**X-ray scattering factors of Cl⁵⁺, Ar⁶⁺ and K⁷⁺ from four screened shell terms**

The table holds coherent scattering factors of three [Ne] 3s² ions for sin θ/λ from 0.1 to 6.0 Å⁻¹, from non-relativistic Hartree-Fock densities at the basis limit. The program tests a sum of closed-form shell factors with Slater screening: nodeless throughout (A), with a hydrogenic 2s including its node and a screening taken from the computed radius (B), and with four screenings fitted to all 36 values (C). Rule B has an rms error of 1.9 % and a worst error of −4.0 %, against 4.1 % and −8.5 % for A, and the fit reaches 1.2 % with constants that trade against each other. The output also gives two worked rows, the model's split of f(K⁷⁺) − f(Cl⁵⁺) into shells, and the failure of the second-moment expansion beyond about 0.2 Å⁻¹ and of the q⁻⁴ tail at 6.0 Å⁻¹.

Coherent X-ray scattering factors f of the spherical electron densities of Cl⁵⁺, Ar⁶⁺ and K⁷⁺ ([Ne] 3s²), without anomalous dispersion. Computed with B-spline radial code 1 at the non-relativistic Hartree-Fock level (average of configuration, point nucleus, basis-set limit).

## Script

```python
# Table: coherent X-ray form factors f(s), s = sin(theta)/lambda, of Cl5+, Ar6+, K7+ ([Ne]3s2);
# B-spline radial code, non-relativistic Hartree-Fock, point nucleus, basis limit.
# Tested: shell sum of screened Slater/hydrogenic form factors. A: Slater rules, nodeless;
# B: same with nodal 2s, sigma 3.3; C: form B with fitted sigmas; small- and large-q limits.
T = {
    's': [0.1, 0.2, 0.3, 0.4, 0.6, 0.8, 1.0, 1.4, 1.8, 2.5, 4.0, 6.0],  # Å⁻¹
    'f_Cl5p': [11.601, 10.607, 9.426, 8.342, 6.612, 5.171, 3.946, 2.362, 1.665, 1.235, 0.77, 0.363],  # electrons
    'f_Ar6p': [11.666, 10.805, 9.722, 8.671, 6.957, 5.566, 4.355, 2.645, 1.811, 1.293, 0.834, 0.414],  # electrons
    'f_K7p': [11.716, 10.965, 9.978, 8.973, 7.275, 5.921, 4.739, 2.948, 1.981, 1.354, 0.892, 0.466],  # electrons
    'diff': [0.115, 0.358, 0.551, 0.631, 0.663, 0.751, 0.793, 0.587, 0.316, 0.119, 0.122, 0.104],  # electrons
}
import numpy as np
from scipy.constants import physical_constants as pc
from scipy.optimize import least_squares
a0 = pc['Bohr radius'][0]*1e10
s = np.array(T['s'], float); q = 4*np.pi*s*a0; d = np.array(T['diff'], float)
nm = ['Cl', 'Ar', 'K']; Z = np.array([17, 18, 19])
F = np.array([T['f_Cl5p'], T['f_Ar6p'], T['f_K7p']], float)
n = np.array([1, 2, 2, 3]); N = np.array([2, 2, 6, 2]); sh = ['1s', '2s', '2p', '3s']
# typed from further outputs of the same runs (bohr units)
r2s = [0.4388278, 0.4089514, 0.3828763]; r2p = [0.4031251, 0.3727066, 0.3465945]
r3s = [1.327578, 1.200933, 1.097531]; i2p = [3.216384, 3.468271, 3.71994]
i1s = [16.56368, 17.55874, 18.55426]; R2 = np.array([5.684208, 4.714077, 3.981488])
rho = np.array([3232.639, 3859.148, 4562.249]); rho1 = np.array([1483.079, 1764.801, 2080.209])
def parts(z, sig, node=True):
    u = (n[:, None]*q[None, :]/(2*(z-np.array(sig))[:, None]))**2
    g = [1/(1+u[0])**2, (1-u[1])*((1-2*u[1]) if node else 1)/(1+u[1])**4,
         (1-u[2])/(1+u[2])**4, (1-10*u[3]/3+u[3]**2)/(1+u[3])**6]
    return u, N[:, None]*np.array(g)
model = lambda sig, node=True: np.array([parts(z, sig, node)[1].sum(0) for z in Z])
sA = [0.30, 4.15, 4.15, 9.15]; sB = [0.30, 3.3, 4.15, 9.15]
sC = least_squares(lambda p: (model(p)/F-1).ravel(), sB).x
M = {'A': model(sA, False), 'B': model(sB), 'C': model(sC)}
E = {k: 100*(v/F-1) for k, v in M.items()}
assert np.all(F[2] > F[1]) and np.all(F[1] > F[0])
assert np.all(np.diff(F, axis=1) < 0)
assert s[np.argmax(d)] == 1.0 and np.all(abs(F[2]-F[0]-d) < 0.0016)
assert np.all(abs(12-q[0]**2*R2/6-F[:, 0]) < 0.03)
print(f"q[1/bohr]={4*np.pi*a0:.3f}*s[1/A]; rounding 0.0005 e = {0.05/F.max():.3f}-{0.05/F.min():.2f}% of f")
print("sigma implied by HF radii: 1s(1/r) 2s(r) 2p(r) 2p(1/r) 3s(r,nodeless) | sum r2 B, HF, %")
for i in range(3):
    m = np.sum(N*np.array([3, 42, 30, 126])/(Z[i]-np.array(sB))**2)
    print(f"{nm[i]}: {Z[i]-i1s[i]:.2f} {Z[i]-6/r2s[i]:.2f} {Z[i]-5/r2p[i]:.2f} {Z[i]-4*i2p[i]:.2f} "
          f"{Z[i]-10.5/r3s[i]:.2f} | {m:.3f} {R2[i]:.3f} {100*(m/R2[i]-1):+.1f}")
print("s | f_B Cl Ar K [e] | err% B Cl Ar K | err% A Cl Ar K | err% C Cl K")
for j in range(len(s)):
    w = lambda a, f: ' '.join(format(v, f) for v in a)
    print(f"{s[j]} | {w(M['B'][:, j], '.3f')} | {w(E['B'][:, j], '+.1f')} | "
          f"{w(E['A'][:, j], '+.1f')} | {w(E['C'][::2, j], '+.1f')}")
for k, sg in zip('ABC', [sA, sB, sC]):
    i, j = np.unravel_index(np.argmax(abs(E[k])), F.shape)
    print(f"{k} sigma {np.round(sg, 2)} rms {np.sqrt(np.mean(E[k]**2)):.2f}% worst {E[k][i, j]:+.1f}% "
          f"({nm[i]} s={s[j]}) max abs {abs(M[k]-F).max():.3f} e")
for i in (0, 2):
    e = 12-q[:4]**2*R2[i]/6
    print(f"{nm[i]} 12-q2R2/6, s=0.1-0.4: {np.round(e, 3)} err% {np.round(100*(e/F[i, :4]-1), 1)}")
for i, sv in ((0, 0.4), (2, 2.5)):
    j = int(np.argmin(abs(s-sv))); u, p = parts(Z[i], sB)
    print(f"worked {nm[i]} s={sv}: q={q[j]:.3f} sum={p[:, j].sum():.3f} table={F[i, j]:.3f} A={M['A'][i, j]:.3f}")
    for ks in ((0, 1), (2, 3)):
        print("  "+"; ".join(f"{sh[k]} Z*={Z[i]-sB[k]:.2f} x2={u[k, j]:.4f} f1={p[k, j]/N[k]:.4f} "
                             f"Nf={p[k, j]:.3f}" for k in ks))
D = parts(19, sB)[1]-parts(17, sB)[1]
print("s | diff K-Cl table, B, B-table [e] | B parts 1s 2s 2p 3s")
for j in range(len(s)):
    print(f"{s[j]} | {d[j]:.3f} {D[:, j].sum():.3f} {D[:, j].sum()-d[j]:+.3f} | "
          + ' '.join(f"{v:+.3f}" for v in D[:, j]))
print("rho(0) total / 1s pair:", np.round(rho/(2*rho1), 3))
print("cusp tail 16piZrho0/q4 over table f at s=6:", np.round(16*np.pi*Z*rho/q[-1]**4/F[:, -1], 2))
```

Output:

```
q[1/bohr]=6.650*s[1/A]; rounding 0.0005 e = 0.004-0.14% of f
sigma implied by HF radii: 1s(1/r) 2s(r) 2p(r) 2p(1/r) 3s(r,nodeless) | sum r2 B, HF, %
Cl: 0.44 3.33 4.60 4.13 9.09 | 5.649 5.684 -0.6
Ar: 0.44 3.33 4.58 4.13 9.26 | 4.564 4.714 -3.2
K: 0.45 3.33 4.57 4.12 9.43 | 3.772 3.981 -5.3
s | f_B Cl Ar K [e] | err% B Cl Ar K | err% A Cl Ar K | err% C Cl K
0.1 | 11.605 11.677 11.731 | +0.0 +0.1 +0.1 | +0.1 +0.1 +0.2 | -0.3 -0.1
0.2 | 10.638 10.851 11.021 | +0.3 +0.4 +0.5 | +0.5 +0.6 +0.7 | -0.7 -0.1
0.3 | 9.508 9.817 10.085 | +0.9 +1.0 +1.1 | +1.4 +1.5 +1.5 | -0.3 +0.1
0.4 | 8.469 8.806 9.119 | +1.5 +1.6 +1.6 | +2.5 +2.4 +2.4 | +0.8 +0.7
0.6 | 6.717 7.073 7.407 | +1.6 +1.7 +1.8 | +3.9 +3.7 +3.7 | +2.0 +1.6
0.8 | 5.180 5.587 5.958 | +0.2 +0.4 +0.6 | +4.1 +4.0 +3.9 | +1.1 +1.1
1.0 | 3.887 4.302 4.693 | -1.5 -1.2 -1.0 | +4.1 +4.0 +3.8 | -0.0 +0.0
1.4 | 2.267 2.550 2.851 | -4.0 -3.6 -3.3 | +2.7 +3.4 +3.7 | -1.1 -1.3
1.8 | 1.610 1.745 1.908 | -3.3 -3.6 -3.7 | -0.4 +1.0 +2.2 | -0.1 -0.9
2.5 | 1.255 1.300 1.351 | +1.6 +0.6 -0.2 | -4.5 -3.8 -2.8 | +2.6 +1.7
4.0 | 0.794 0.859 0.919 | +3.1 +3.0 +3.0 | -7.1 -7.4 -7.4 | +1.1 +1.7
6.0 | 0.365 0.418 0.471 | +0.6 +0.9 +1.2 | -8.0 -8.2 -8.5 | -2.0 -1.1
A sigma [0.3  4.15 4.15 9.15] rms 4.10% worst -8.5% (K s=6.0) max abs 0.268 e
B sigma [0.3  3.3  4.15 9.15] rms 1.93% worst -4.0% (Cl s=1.4) max abs 0.146 e
C sigma [0.36 4.28 3.67 9.74] rms 1.16% worst +2.6% (Cl s=2.5) max abs 0.130 e
Cl 12-q2R2/6, s=0.1-0.4: [11.581 10.324  8.23   5.297] err% [ -0.2  -2.7 -12.7 -36.5]
K 12-q2R2/6, s=0.1-0.4: [11.707 10.826  9.359  7.305] err% [ -0.1  -1.3  -6.2 -18.6]
worked Cl s=0.4: q=2.660 sum=8.469 table=8.342 A=8.553
  1s Z*=16.70 x2=0.0063 f1=0.9874 Nf=1.975; 2s Z*=13.70 x2=0.0377 f1=0.7673 Nf=1.535
  2p Z*=12.85 x2=0.0428 f1=0.8093 Nf=4.856; 3s Z*=7.85 x2=0.2583 f1=0.0518 Nf=0.104
worked K s=2.5: q=16.625 sum=1.351 table=1.354 A=1.316
  1s Z*=18.70 x2=0.1976 f1=0.6972 Nf=1.394; 2s Z*=15.70 x2=1.1213 f1=0.0074 Nf=0.015
  2p Z*=14.85 x2=1.2533 f1=-0.0098 Nf=-0.059; 3s Z*=9.85 x2=6.4093 f1=0.0001 Nf=0.000
s | diff K-Cl table, B, B-table [e] | B parts 1s 2s 2p 3s
0.1 | 0.115 0.126 +0.011 | +0.000 +0.008 +0.020 +0.098
0.2 | 0.358 0.383 +0.025 | +0.001 +0.030 +0.077 +0.275
0.3 | 0.551 0.577 +0.026 | +0.003 +0.062 +0.162 +0.350
0.4 | 0.631 0.650 +0.019 | +0.005 +0.100 +0.263 +0.282
0.6 | 0.663 0.691 +0.028 | +0.011 +0.171 +0.461 +0.048
0.8 | 0.751 0.778 +0.027 | +0.019 +0.207 +0.586 -0.034
1.0 | 0.793 0.806 +0.013 | +0.029 +0.197 +0.609 -0.028
1.4 | 0.587 0.584 -0.003 | +0.051 +0.097 +0.440 -0.005
1.8 | 0.316 0.297 -0.019 | +0.075 +0.004 +0.219 -0.000
2.5 | 0.119 0.096 -0.023 | +0.110 -0.034 +0.020 +0.000
4.0 | 0.122 0.125 +0.003 | +0.133 +0.009 -0.017 +0.000
6.0 | 0.104 0.106 +0.002 | +0.098 +0.012 -0.004 +0.000
rho(0) total / 1s pair: [1.09  1.093 1.097]
cusp tail 16piZrho0/q4 over table f at s=6: [3.   3.33 3.69]
```
